## The Weaire–Thorpe gap and the metallicity of tetrahedral networks

A crystal has a band gap that Bloch's theorem lets one compute, yet amorphous silicon has no lattice and is still a semiconductor. The model of Weaire and Thorpe (1971) shows that fourfold coordination alone can enforce a gap. This section derives the bound on the spectrum, counts the states on each side of the gap, finds the exact band edges, and shows what happens to the Fermi level when the gap closes.

### Premises and conventions

1. The network has $N$ identical atoms and is connected. Every atom has exactly four bonds, so there are $2N$ bonds. It is finite and closed (periodic boundaries for a crystal), and $N$ may be taken to infinity at the end. Nothing is assumed about rings or long-range order.
2. Each atom carries one $s$ and three $p$ orbitals with energies $\varepsilon_s<\varepsilon_p$. All orbitals are orthonormal. Spin only doubles each level, and each atom supplies four electrons, so the lowest $2N$ of the $4N$ levels are filled.
3. The four $sp^3$ hybrids of an atom are assigned one to each bond. Between atoms, only the two hybrids of the same bond are coupled, with one matrix element $-V_2$, $V_2>0$.

The hybrids are $|h_a\rangle=\tfrac12(|s\rangle+\sqrt3\,|p_a\rangle)$, where $p_a$ points along the unit vector $\mathbf e_a$ and $\mathbf e_a\cdot\mathbf e_b=-\tfrac13$ for $a\ne b$. Their overlap is $\tfrac14(1+3\,\mathbf e_a\cdot\mathbf e_b)=\delta_{ab}$. The atomic Hamiltonian has the elements $\tfrac14(\varepsilon_s+3\varepsilon_p\,\mathbf e_a\cdot\mathbf e_b)$, that is

$$\varepsilon_h=\frac{\varepsilon_s+3\varepsilon_p}{4}\quad(a=b),\qquad -V_1=-\frac{\varepsilon_p-\varepsilon_s}{4}\quad(a\neq b).$$

Both $V_1$ and $V_2$ are positive in this convention, and the matrix elements carry the minus signs. The zero of energy is $\varepsilon_h$, so that $\varepsilon_s=-3V_1$ and $\varepsilon_p=+V_1$.

### The Hamiltonian as a sum of two reflections

Since $\sum_a\mathbf e_a=0$, the $s$ orbital of atom $i$ is $|s_i\rangle=\tfrac12\sum_a|h_{ia}\rangle$. Let $P=\sum_i|s_i\rangle\langle s_i|$ project on all $s$ orbitals. The atomic term has the value $-3V_1$ on $s$ and $V_1$ on $p$, so it equals $V_1-4V_1P$. Let $T$ exchange the two hybrids of every bond. Each hybrid has exactly one partner, so $T^2=1$, with $T=+1$ on the $2N$ bonding and $T=-1$ on the $2N$ antibonding combinations. Then

$$H=V_1-4V_1P-V_2T. \tag{1}$$

With $Q=1-2P$, which is $-1$ on $s$ and $+1$ on $p$, one has $-4V_1P=2V_1Q-2V_1$ and

$$H+V_1=2V_1Q-V_2T,\qquad Q^2=T^2=1. \tag{2}$$

$Q$ and $T$ are Hermitian and square to one, so each preserves the norm of any vector. The topology of the network enters only through the way in which $Q$ and $T$ fail to commute.

### Bound on the spectrum

Let $H\psi=E\psi$ with $\|\psi\|=1$. By (2), $(E+V_1)\psi$ is the difference of a vector of length $2V_1$ and a vector of length $V_2$. The triangle inequality gives

$$|V_2-2V_1|\;\le\;|E+V_1|\;\le\;V_2+2V_1. \tag{3}$$

No level lies in an interval of width $|2V_2-4V_1|$ centred on $E=-V_1$, whatever the network. The argument bounds $\|(H+V_1)\psi\|$ for every $\psi$, so it also holds for the continuous spectrum of an infinite network.

The equality case fixes the character of the edges. For $V_2\neq2V_1$ the lower bound is reached only if the two vectors are parallel, $Q\psi=T\psi$. Then $(2V_1-V_2)Q\psi=(E+V_1)\psi$, so $\psi$ is an eigenvector of $Q$, and of $T$ with the same eigenvalue. There are two cases:

- $Q=T=+1$: pure $p$, purely bonding, $E=V_1-V_2$;
- $Q=T=-1$: pure $s$, purely antibonding, $E=V_2-3V_1$.

Define $\Delta=V_2-2V_1$. The $s$-antibonding edge lies $2\Delta$ above the $p$-bonding edge. The two cross at $V_1/V_2=\tfrac12$ and are inverted beyond.

### Counting states below the forbidden interval

A forbidden interval makes an insulator only if the Fermi level lies in it.

*Case $V_2>2V_1$.* Replace $V_1$ by $tV_1$ and raise $t$ from 0 to 1. At $t=0$ there are $2N$ levels at $-V_2$ and $2N$ at $+V_2$. For every $t$, (3) forbids levels within $V_2-2tV_1>0$ of $-tV_1$. Eigenvalues of a finite Hermitian matrix are continuous in $t$, so none can cross the interval. Exactly $2N$ levels lie below it, and the $4N$ electrons fill them. The network is an insulator with $E_g\ge2V_2-4V_1$.

*Case $V_2<2V_1$.* Scale $V_2$ from zero in the same way. The starting point is the free atoms, with $N$ levels at $-3V_1$ and $3N$ at $V_1$. Only $N$ levels lie below the interval, which now separates an $s$-derived band from $p$-derived bands. It runs from $V_2-3V_1$ up to $V_1-V_2$. Half of the electrons must go above it, and (3) gives no lower bound on the gap at the Fermi level.

### Exact reduction to the adjacency matrix

Put $x=E-V_1$ and $\phi=P\psi$. Equation (1) becomes

$$(x+V_2T)\psi=-4V_1\phi. \tag{4}$$

Because $T^2=1$, $(x-V_2T)(x+V_2T)=x^2-V_2^2$. Multiplying (4) by $x-V_2T$ gives $(x^2-V_2^2)\psi=-4V_1(x-V_2T)\phi$. Now apply $P$. The element $\langle s_i|T|s_j\rangle$ receives $\tfrac12\cdot\tfrac12$ from each bond that joins $i$ and $j$, so $PTP=A/4$ on the $s$ space, where $A_{ij}$ is the number of bonds between $i$ and $j$. Hence

$$V_1V_2\,A\phi=(x^2+4V_1x-V_2^2)\,\phi .$$

Either $\phi=0$, or $\phi$ is an eigenvector of $A$ with some eigenvalue $\lambda$. Completing the square with $x+2V_1=E+V_1$ gives

$$E_\pm(\lambda)=-V_1\pm\sqrt{4V_1^2+V_2^2+V_1V_2\lambda}. \tag{5}$$

Conversely, let $A\phi=\lambda\phi$, let $x$ be a root, and set $\psi=(x-V_2T)\phi$. Then $(x+V_2T)\psi=(x^2-V_2^2)\phi$, while $-4V_1P\psi=-4V_1(x-V_2\lambda/4)\phi=(x^2-V_2^2)\phi$ by the quadratic. So $\psi$ solves the eigenvalue equation, and it is nonzero if $x\ne\pm V_2$. Insertion in the quadratic shows that $x=V_2$ is a root only for $\lambda=4$ and $x=-V_2$ only for $\lambda=-4$.

The range of $\lambda$ follows from $\phi^\dagger(4\pm A)\phi=\sum_{\text{bonds}}|\phi_i\pm\phi_j|^2\ge0$. Thus $-4\le\lambda\le4$, and (5) reproduces (3). The value $\lambda=4$ always occurs once, with uniform $\phi$. The value $\lambda=-4$ needs $\phi_i=-\phi_j$ on every bond, which is possible only if the network is bipartite, meaning that all its closed paths are even; it then occurs once. For these two vectors $T\phi=\pm\phi$, so $\phi$ is itself an eigenstate of (1): pure $s$ bonding at $-3V_1-V_2$, and pure $s$ antibonding at $V_2-3V_1$.

*States without $s$ content.* If $\phi=0$, (4) requires $x=-V_2$, $T=+1$ or $x=V_2$, $T=-1$. A bonding state has one amplitude per bond, $2N$ in all. The condition $P\psi=0$ sets the sum of the four amplitudes at each atom to zero, which is $N$ linear conditions. A combination of the conditions with coefficients $c_i$ vanishes identically only if $c_i+c_j=0$ on every bond. The conditions are therefore independent unless the network is bipartite, where one is redundant. The level $E=V_1-V_2$ has degeneracy $N$, or $N+1$ in a bipartite network. For antibonding amplitudes the sign reverses across the bond, the relation reads $c_i-c_j=0$, one condition is always redundant, and $E=V_1+V_2$ has degeneracy $N+1$.

The extra states sit exactly at the two roots of (5) for which the construction of $\psi$ failed: $E_+(4)=V_1+V_2$, and the root $V_1-V_2$ at $\lambda=-4$. The full spectrum is therefore the $N$ values $E_-(\lambda)$, the $N$ values $E_+(\lambda)$, $N$ levels at $V_1-V_2$ and $N$ at $V_1+V_2$. These add to $4N$, so nothing is missed.

### The gap at the Fermi level

By (3) and (5), $E_-\le-V_1-|\Delta|\le V_1-V_2\le -V_1+|\Delta|\le E_+\le V_1+V_2$, since $V_1-V_2=-V_1-\Delta$. For any ratio $V_1/V_2$ the lowest $2N$ levels are thus the branch $E_-$ and the $N$ degenerate $p$-bonding levels. The highest filled level is $E_v=V_1-V_2$ in every network, and the lowest empty level is $E_+(\lambda_{\min})$. With $4V_1^2+V_2^2=\Delta^2+4V_1V_2$,

$$E_g=\Delta+\sqrt{\Delta^2+V_1V_2\,(4+\lambda_{\min})}. \tag{6}$$

Define the metallicity $\alpha_m=2V_1/V_2$; other normalisations of this ratio are in use. For $\lambda_{\min}=-4$, (6) gives

$$E_g=\Delta+|\Delta|=\begin{cases}2V_2-4V_1=2V_2(1-\alpha_m), & \alpha_m<1,\\[2pt] 0, & \alpha_m\ge1.\end{cases} \tag{7}$$

Three statements follow. For $\alpha_m<1$ every network is an insulator with $E_g\ge2V_2-4V_1$, and bipartite networks such as diamond attain the bound. For $\alpha_m>1$ a forbidden interval of width at least $4V_1-2V_2$ reopens, but below the highest filled level, and a bipartite network has zero gap. A network with $\lambda_{\min}>-4$, which requires odd rings, keeps a finite gap at all $\alpha_m$. Odd rings can only widen the gap in this model. An infinite random network in three dimensions that contains even-ring regions of arbitrarily large size $L$ still has spectrum down to $\lambda=-4$, because a smoothly cut-off staggered trial vector in such a region reaches $-4+O(L^{-2})$.

### The diamond lattice

With two atoms per cell and bond vectors $\mathbf d_a=\tfrac a4(1,1,1)$, $\tfrac a4(1,-1,-1)$, $\tfrac a4(-1,1,-1)$, $\tfrac a4(-1,-1,1)$, the Bloch form of $A$ is a $2\times2$ matrix with off-diagonal element $f(\mathbf k)=\sum_ae^{i\mathbf k\cdot\mathbf d_a}$, so $\lambda=\pm|f(\mathbf k)|$. Equation (5) gives four dispersive bands, and two flat bands lie at each of $V_1\mp V_2$. At $\Gamma$, $|f|=4$. At $L=\tfrac{2\pi}a(\tfrac12,\tfrac12,\tfrac12)$ the phases are $3\pi/4$ once and $-\pi/4$ three times, so $|f|=|3-1|=2$. At $X=\tfrac{2\pi}a(1,0,0)$ they are $\pm\pi/2$ twice each, so $f=0$. Since $|f|=4$ only at $\Gamma$, the gap is direct, from the threefold $p$-bonding level $\Gamma_{25'}$ to the $s$-antibonding level $\Gamma_{2'}$.

Near $\Gamma$, $\sum_a\mathbf d_a=0$ and $\sum_a(\mathbf k\cdot\mathbf d_a)^2=\tfrac43d^2k^2$ with bond length $d$, so $|f|=4-\tfrac23d^2k^2+O(k^4)$. The two bands with $\lambda=-|f|$ obey

$$(E+V_1)^2=\Delta^2+\tfrac23V_1V_2\,d^2k^2+O(k^4). \tag{8}$$

For $\Delta\ne0$ the bands are parabolic, $E+V_1=\pm\left(|\Delta|+V_1V_2d^2k^2/3|\Delta|\right)$, and their masses vanish in proportion to $|\Delta|$. At $\Delta=0$ they form a cone $E+V_1=\pm V_2dk/\sqrt3$ through the flat bands. For $\Delta<0$ the level $\Gamma_{2'}$ is filled, and the upper band, which is empty, rises from the threefold $\Gamma_{25'}$ level where it touches the two filled flat bands. The inverted phase is a zero-gap semiconductor with no Fermi surface. Grey tin has this inverted order, modified by spin–orbit coupling. Down group IV the bond length grows and $V_2$ falls faster than $V_1$ changes, so $\alpha_m$ rises.

### Range of validity

*Exact content.* Equations (3) and (5) to (7) are exact for the Hamiltonian (1). They concern one-electron levels in an orthogonal minimal basis and contain no total energy. They cannot say whether the four-coordinated structure is stable; a real solid may change to a denser metallic structure before $\alpha_m$ reaches one.

*Disorder in the parameters.* Let $V_1$ vary from atom to atom and $V_2$ from bond to bond at common $\varepsilon_h$. The atomic levels lie in $[-3V_1^{\max},V_1^{\max}]$, so the atomic term plus $V_1^{\max}$ has norm at most $2V_1^{\max}$, while the bond term lengthens any unit vector to at least $V_2^{\min}$. The triangle inequality and the scaling argument give $E_g\ge2V_2^{\min}-4V_1^{\max}$ when this is positive. One weak bond degrades the bound for the whole network, consistent with tail states.

*Coordination defects.* A dangling hybrid has no partner, $T^2\ne1$, and (3) fails. At $V_1=0$ such a hybrid lies at $E=0$, in the middle of the gap, and by continuity a gap level persists for small $V_1$.

*Omitted couplings.* A hybrid on atom A along $\mathbf e$ and its partner $\tfrac12(s-\sqrt3p_{\mathbf e})$ on B have, in two-centre (Slater–Koster) integrals with $\langle s_A|H|p_{\mathbf e,B}\rangle=V_{sp\sigma}=-\langle p_{\mathbf e,A}|H|s_B\rangle$,

$$V_2=\tfrac14\left(-V_{ss\sigma}+2\sqrt3\,V_{sp\sigma}+3V_{pp\sigma}\right). \tag{9}$$

Conversely, expanding $-V_2|h_A\rangle\langle h_B|$ shows that the model is the nearest-neighbour $sp^3$ Hamiltonian with the special values $V_{ss\sigma}=-V_2/4$, $V_{sp\sigma}=\sqrt3V_2/4$, $V_{pp\sigma}=3V_2/4$, $V_{pp\pi}=0$. Any departure is a perturbation $W$. By Weyl's inequality no ordered eigenvalue moves by more than $\|W\|$, so an insulating gap is guaranteed only if $2\|W\|<E_g$. The flat bands, and with them the sharp edge at $V_1-V_2$, broaden as soon as $V_{pp\pi}\neq0$.

### Numerical illustration: crystalline silicon

Typical tight-binding inputs are the atomic term values $\varepsilon_s=-13.55$ eV and $\varepsilon_p=-6.52$ eV, the bond length $d=2.35$ Å, and Harrison's universal form $V_{ll'm}=\eta_{ll'm}\hbar^2/m_ed^2$ with $\eta_{ss\sigma}=-1.40$, $\eta_{sp\sigma}=1.84$, $\eta_{pp\sigma}=3.24$, $\eta_{pp\pi}=-0.81$. Such coefficients are adjusted to band structures of tetrahedral semiconductors, so the results below are the model's numbers and no independent prediction for silicon.

With $\hbar^2/m_e=7.62$ eV Å$^2$ the energy unit is $\hbar^2/m_ed^2=1.38$ eV. Equation (9) gives the coefficient 4.37, so $V_2=6.03$ eV. The splitting $\varepsilon_p-\varepsilon_s=7.03$ eV gives $V_1=1.76$ eV. From these rounded values $V_1/V_2=0.29$, $\alpha_m=0.58$ and $\Delta=2.51$ eV. The model places silicon on the covalent side, with $E_g=2\Delta=5.0$ eV, direct at $\Gamma$. Equation (5) gives, in eV relative to $E_v=V_1-V_2$:

| $\lambda$ | point | $E_--E_v$ | $E_+-E_v$ |
|---|---|---|---|
| $4$ | $\Gamma$ | $-7.0$ | $12.1$ |
| $2$ | $L$ | $-5.9$ | $10.9$ |
| $0$ | $X$ (twice) | $-4.5$ | $9.5$ |
| $-2$ | $L$ | $-2.7$ | $7.8$ |
| $-4$ | $\Gamma$ | $0$ | $5.0$ |

The flat bands lie at 0 and at $2V_2=12.1$ eV, and the valence band width is $4V_1=7.0$ eV, independent of $V_2$.

The omitted nearest-neighbour terms are not small. The model corresponds to $\eta$ values of $-1.09$, $1.89$, $3.28$ and $0$; the main differences from the input set are the missing $\pi$ coupling and the weaker $ss\sigma$ coupling. At $\Gamma$ the full $sp^3$ matrix separates, because the $s$–$p$ and $p_x$–$p_y$ elements cancel in the sum over the four bonds, while each bond contributes $\tfrac13V_{pp\sigma}+\tfrac23V_{pp\pi}$ to the $p_x$–$p_x$ element. The $s$ levels are $\varepsilon_s\pm4|V_{ss\sigma}|$ with $4|V_{ss\sigma}|=7.73$ eV, and the $p$ levels are $\varepsilon_p\pm\tfrac43(V_{pp\sigma}+2V_{pp\pi})$ with a shift of 2.98 eV. In the model both shifts equal $V_2$. The omitted terms thus raise $\Gamma_{2'}$ by 1.7 eV and $\Gamma_{25'}$ by 3.05 eV, which reduces their separation to 3.7 eV. They also halve the distance from $\Gamma_{25'}$ to the $p$-antibonding level $\Gamma_{15}$, from 12.1 to 6.0 eV. Since $\|W\|\ge3.05$ eV, $2\|W\|\ge6.1$ eV exceeds the 5.0 eV gap, and Weyl's inequality no longer guarantees a gap. Spin–orbit coupling is negligible on this scale: the compiled measured splitting at $\Gamma$ is 0.044 eV (300 K, Ioffe Institute NSM archive), under one per cent of the model gap.

The compiled measured gaps of silicon are 1.12 eV for the fundamental gap (300 K, Wing 2021) and 3.35 eV for the direct gap (Tiago 2004). The model's 5.0 eV is too large by factors of 4.5 and 1.5. It also assigns the wrong character to the conduction edge: in silicon the minimum lies off $\Gamma$, near $X$, and the lowest conduction level at $\Gamma$ is the $p$-like $\Gamma_{15}$, which the model puts at the very top of its spectrum. The theorem explains why a gap exists in any fully bonded tetrahedral network with $V_2>2V_1$, and why it shrinks as $V_1/V_2$ grows; the size and location of the silicon gap depend on the couplings and orbitals that (1) leaves out.